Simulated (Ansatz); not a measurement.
# Abstraction of F: C2H5FSn + CH7Si2 → C2H5Sn + CH7FSi2

Species: C2H5FSn `C=[CH][SnH2][F]`, singlet; CH7Si2 `[SiH2]C[SiH3]`, doublet; C2H5Sn `C=[CH][SnH2]`, doublet; CH7FSi2 `F[SiH2]C[SiH3]`, singlet. A radical takes F: the energy is the difference in strength between the Sn–F bond broken and the Si–F bond made.

Shapes, held fixed at every level: PBE0-D4/def2-TZVP. Flexible molecules stand in one conformer, not always the lowest. Programs: Ansatz 0.2.0. Electronic energies: no zero-point or thermal term.

| level | kind | ΔE (kJ/mol) | less CCSD(T)/def2-TZVPP | CPU time (sum over the molecules) |
| --- | --- | --- | --- | --- |
| HF/def2-TZVPP | Hartree–Fock | -154.0 | -3.5 | – |
| r2SCAN-D4/def2-TZVPP | meta-GGA | -145.0 | +5.5 | 58 s |
| wB97M-V/def2-TZVPP | range-separated hybrid | -157.3 | -6.8 | 2 min |
| wB97X-V/def2-TZVPP | range-separated hybrid | -144.3 | +6.2 | 88 s |
| B2PLYP/def2-TZVPP | double hybrid | -150.5 | 0.0 | 55 s |
| CCSD/def2-TZVPP | coupled cluster or CI | -152.7 | -2.2 | – |
| CCSD(T)/def2-TZVPP | coupled cluster or CI | -150.5 | 0.0 | 19 min |

The highest level, CCSD(T)/def2-TZVPP, gives ΔE = -150.5 kJ/mol; the levels span -157.3 to -144.3. The column of differences is taken from that level and isn't an error. No measured value is set beside it here. Spin contamination: C2H5Sn (⟨S²⟩ up to 0.83). Open shells run unrestricted. For atoms past krypton def2 sets carry core potentials with scalar relativity. Outer-core shells of Sn are correlated in most correlated rows, in sets that cover them unevenly. Times are processor times on shared x86 and Arm servers, and rough.

Fluorine transfer from tin to silicon is strongly exothermic at every level, with CCSD(T) giving -150.5 kJ/mol, so the Si–F bond formed is much stronger than the Sn–F bond broken. Both bonds are strongly polar. The smaller silicon atom, with its more compact valence orbitals, allows a shorter bond with greater electrostatic attraction and better overlap with fluorine, probably helped by some lone-pair donation into σ* orbitals at silicon.

Because one Group 14–fluorine bond replaces another and the radical centre stays within the group, much of the correlation energy cancels. This explains why even Hartree–Fock lies only 3.5 kJ/mol from CCSD(T). The two range-separated hybrids fall on opposite sides of that value, so range separation alone doesn't fix the sign of the deviation. The match of B2PLYP with CCSD(T) in a single reaction doesn't establish general accuracy.

The reaction energy supports a strong thermodynamic preference for fluorine on silicon, but it doesn't separate the effect of the element from that of the vinyl and silylmethyl substituents.
